## The frozen saturation point in channel-length modulation

**Conventions.** The device is a Si pMOSFET on an n-type body. $V$ is the potential drop below the source and $E = dV/dy$ is the field along the hole flow, both positive. The Early voltage is defined as $V_A = I_d/g_d$ with $g_d = dI_d/dV_d$. The tangent to the output curve meets the voltage axis at $V_d - V_A$.

### The standard result

Between the saturation point ($y=0$, $V=V_{dsat}$, $E=E_s$) and an abrupt p$^+$ drain ($y=\Delta L$) only ionised donors are kept, so $dE/dy = a$ with $a = qN_d/\varepsilon$. Two integrations give

$$V_d - V_{dsat} = E_s\Delta L + \tfrac12 a\,\Delta L^2,\qquad E_m = E_s + a\,\Delta L,$$

$$\Delta L = \sqrt{b^2 + 2(V_d-V_{dsat})/a} - b,\qquad b = E_s/a .$$

For $E_s=0$ this is the Reddi–Sah root law. With $L' = L-\Delta L$, $I_d = I_{dsat}L/L'$ and $dV_d/d\Delta L = E_m$, one finds $V_A^{(0)} = L'E_m$.

> **Predict.** Which steps silently describe the channel on the *source* side of the saturation point?

There are two. $V_{dsat}$ is held constant while the point moves, and the current is set proportional to $1/L'$. Both are properties of a square-law transistor, which saturates at zero channel charge and infinite field. A finite $E_s$ contradicts this: holes that enter at a finite field carry a finite charge. This single assumption, a square-law source section, is now dropped.

### The source section with a finite entry field

Take the drift velocity $v = \mu E/(1+E/E_s)$ up to $E = E_s$ and $v_{sat} = \mu E_s/2$ beyond it, so that $E_s = 2v_{sat}/\mu$. The hole sheet charge is $mC_{ox}(V_0 - V)$, where $m$ is a constant body-effect coefficient and $V_0 = (V_{SG}-|V_t|)/m$ is the square-law pinch-off voltage. Current continuity reads $I_d(1+E/E_s) = W\mu mC_{ox}(V_0-V)E$. Integrating over $L'$ up to the potential $V_s$ of the saturation point, and evaluating the current at that point, gives

$$I_d = W\mu mC_{ox}\frac{V_0V_s - V_s^2/2}{L' + V_s/E_s} = WmC_{ox}v_{sat}(V_0 - V_s).$$

> **Predict.** As $L'$ shrinks, does $V_s$ rise, fall or stay fixed?

A larger current at the same velocity needs more charge, so $V_s$ falls. The quadratic terms cancel in the equation above and

$$V_s(L') = \frac{V_0E_sL'}{V_0+E_sL'},\qquad I_d = \frac{WmC_{ox}v_{sat}V_0^2}{V_0+E_sL'} .$$

With $V_{dsat}=V_s(L)$ and $I_{dsat}$ the current at $L'=L$,

$$I_d = \frac{I_{dsat}}{1-\Delta L/(L+V_0/E_s)},\qquad V_d = V_s(L-\Delta L) + E_s\Delta L + \tfrac12 a\,\Delta L^2 .$$

> **Predict.** Differentiate both with respect to $\Delta L$. Which change is first order in $\eta = V_0/(E_sL')$?

The derivatives are $d\ln I_d/d\Delta L = 1/(L'+V_0/E_s)$ and $dV_d/d\Delta L = E_m - dV_s/dL'$. Their ratio is

$$V_A = \left(L' + \frac{V_0}{E_s}\right)\left[E_m - E_s\left(\frac{\eta}{1+\eta}\right)^2\right].$$

The first bracket is $L'(1+\eta)$, while the sliding of $V_s$ costs only order $\eta^2$. The shift of $\Delta L$ at fixed $V_d$ is also second order, because $V_{dsat}-V_s \approx \eta^2E_s\Delta L\,L'/L$. The first correction is

$$V_A \approx L'E_m(1+\eta) = \left(L-\Delta L+V_0/E_s\right)E_m .$$

The channel acts as if lengthened by $V_0/E_s$. $V_A$ still grows with $L$, but with an offset that depends on gate bias.

> **Predict.** At the onset of saturation, which version joins the triode curve without a kink?

The triode current is proportional to $(V_0V_d - V_d^2/2)/(L+V_d/E_s)$, and at $V_{dsat}$ its ratio $I_d/g_d$ equals $E_sL+V_{dsat}$. The full $V_A$ at $\Delta L=0$, $E_m=E_s$ reduces to the same expression. The frozen model gives $E_sL$ and leaves a step in $g_d$.

### Size for $L = 3$ µm, $N_d = 5\times10^{15}$ cm$^{-3}$

The static dielectric constant is 11.7 (compiled value, Ioffe Institute, 300 K). Assumed inputs: hole channel mobility 200 cm²/(V s), $v_{sat} = 8\times10^6$ cm/s, $V_0 = 2$ V, $V_d = 5$ V. Then $E_s = 8.0$ V/µm (1 V/µm $=10^4$ V/cm), $a = 7.733$ V/µm², $b = 1.035$ µm, $E_sL = 24$ V and $V_0/E_s = 0.25$ µm.

> **Predict.** Estimate $\eta$ before reading the table.

| | frozen point | moving point |
|---|---|---|
| $V_s$ (V) | 1.846 | 1.828 |
| $\Delta L$ (µm) | 0.339 | 0.340 |
| $E_m$ (V/µm) | 10.62 | 10.63 |
| $I_d/I_{dsat}$ | 1.127 | 1.117 |
| $V_A$ (V) | 28.3 | 30.8 |

The second column comes from the numerical root of the equation for $V_d$; the extra digits serve only to show the difference. The frozen $L'$ gives $\eta = 0.094$ and a first-order $V_A$ of 30.9 V. The full increase is 8.9 %. The sliding term is 0.059 V/µm, or 0.6 % of $E_m$. The electrostatics hardly moves, and the correction sits in the current law. At onset the two versions give 24 V and 25.8 V.

### Terms of the same size that remain neglected

Assumed here: $t_{ox} = 50$ nm, oxide dielectric constant 3.9, $m = 1.4$, junction depth $x_j = 0.5$ µm. Then $C_{ox} = 69.1$ nF/cm².

*Mobile holes.* The entering charge $mC_{ox}(V_0-V_s)$, spread over $x_j$, is $p = 2.1\times10^{15}$ cm$^{-3}$, or $0.41N_d$. It has the sign of the donor charge. Replacing $N_d$ by $N_d+p$ at fixed $p$ raises $V_A^{(0)}$ by about 9 %.

*The gate.* In an alternative Gauss-box picture, the charge at the saturation point ends on the gate, and the oxide flux lost further on must be made up laterally: $\varepsilon x_j\,dE/dy = C_{ox}(V-V_{dsat})$. One integration gives $E_m^2 = E_s^2 + (V_d-V_{dsat})^2/l^2$ with $l = \sqrt{\varepsilon x_j/C_{ox}} = 0.27$ µm. This yields $E_m = 14$ V/µm, about 32 % above the one-dimensional value.

The result $V_A \approx 31$ V is therefore the model's number for assumed inputs, and both estimates point to a higher value. The length $L'+V_0/E_s$ keeps its form under either change, since it follows from the source section alone.